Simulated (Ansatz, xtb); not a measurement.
# Relative energy of two structures of BCuFHO2S

Structure X: a singlet given by its coordinates. Structure Y: a singlet given by its coordinates. Both are isolated molecules in the gas phase, relaxed with B3LYP/6-31G*.

X (Å):

```
atom    x (Å)    y (Å)    z (Å)
   B  -0.7128   0.0127   0.6157
  Cu   0.2423   0.3056  -1.7971
   F  -1.5298  -0.3213   1.6196
   O  -1.1904  -0.3309  -0.6818
   O   0.4504   0.6177   0.8306
   S   1.6150   1.1031  -0.4830
   H  -2.0577  -0.7681  -0.6655
```

Close contacts (Å): B1–F3 1.34, B1–O4 1.42, B1–O5 1.33, Cu2–O4 1.92, Cu2–S6 2.06, O5–S6 1.82, O4–H7 0.97.

Y (Å):

```xyz
7

B     2.3210   -1.3934    0.5338
Cu   -0.0791   -0.3231   -0.2131
F     1.9376   -0.1308    0.0213
O     3.6451   -1.5445    0.7877
O     1.4406   -2.3693    0.7528
S    -0.3292   -2.2371    0.4387
H     4.1587   -0.7522    0.5795
```

Close contacts (Å): B1–F3 1.42, B1–O4 1.36, B1–O5 1.33, Cu2–F3 2.04, Cu2–S6 2.04, O5–S6 1.80, O4–H7 0.97.

Energies in hartree; the thermal terms are from B3LYP/6-31G* harmonic frequencies (ideal gas, rigid rotor, one conformer each, 298.15 K, 1 atm) and include the zero-point energy:

```
                               X            Y
E, CCSD(T)/def2-SVP  −2311.632862  −2311.623391
    E, MP2/def2-SVP  −2311.618506  −2311.608154
  E, MP2/def2-TZVPP  −2313.030898  −2313.019672
  zero-point energy      0.027786      0.027480
       H(298 K) − E      0.035484      0.035391
       G(298 K) − E     −0.004320     −0.005142
```

Question: Correct the CCSD(T) difference for the basis set by the MP2 change, then work out ΔE, ΔE₀, ΔH and ΔG for X → Y in kJ/mol (1 Eh = 2625.50 kJ/mol) and the equilibrium ratio [Y]/[X].

Answer: 1. Differences Y − X: CCSD(T) +0.009471, MP2 in the small set +0.010352, MP2 in the large set +0.011226 Eh.
2. ΔE = +0.009471 + (+0.011226 − (+0.010352)) = +0.010345 Eh = +27.16 kJ/mol.
3. ΔE₀ = ΔE + ΔZPE = +0.010345 + (−0.000306) Eh = +26.36 kJ/mol.
4. ΔH = ΔE + (−0.000093) Eh = +26.92 kJ/mol.
5. ΔG = ΔE + (−0.000822) Eh = +25.00 kJ/mol, so ΔS = (ΔH − ΔG)/T = +6.4 J/(mol K).
6. kT = 0.9442 mEh, so K = [Y]/[X] = exp(−ΔG/kT) = exp(−10.09) ≈ 4.2 × 10^−5.

Structure X is favoured at this temperature. An error of 4 kJ/mol in ΔG would change K by a factor of 5. Large T1 diagnostics make the coupled-cluster value less sure. Mirror images and further conformers aren't counted.

Other levels gave ΔE = +32.9 (GFN2-xTB); +40.0 (HF/STO-3G, GFN2-xTB geometries); +28.8 (r2SCAN-D4/def2-SVP, GFN2-xTB geometries); +40.3 (B3LYP/6-31G*); +16.3 (HF/def2-SVP); +27.2 (MP2/def2-SVP); +24.9 (CCSD(T)/def2-SVP) kJ/mol. The correlated steps freeze 14 core orbitals; the last core shell of Cu is correlated, in a basis made for valence electrons. Programs: Ansatz 0.2.0, xtb 6.7.1.

The two isomers differ mainly in which group on boron closes the ring to copper: the hydroxyl oxygen in X, fluorine in Y. Every level listed favours X, so the direction of the preference is better supported than its exact size. The main cause is probably the stronger donor ability of the hydroxyl oxygen towards formally Cu(I), since fluorine holds its lone pairs more tightly and is a poor donor once bound to boron. The geometries fit this picture: Cu–O is 1.92 Å, while the Cu–F contact of 2.04 Å is long enough to count as a weak bridge.

Coordination also has a cost at boron. The B–O(H) bond is longer in X and the B–F bond longer in Y, as expected when a lone pair shared with copper is less available for π donation into the empty boron p orbital. The small entropy gain of Y suggests a slightly looser ring, but it barely offsets the electronic preference. How quickly the isomers interconvert remains open, as no barrier was computed.
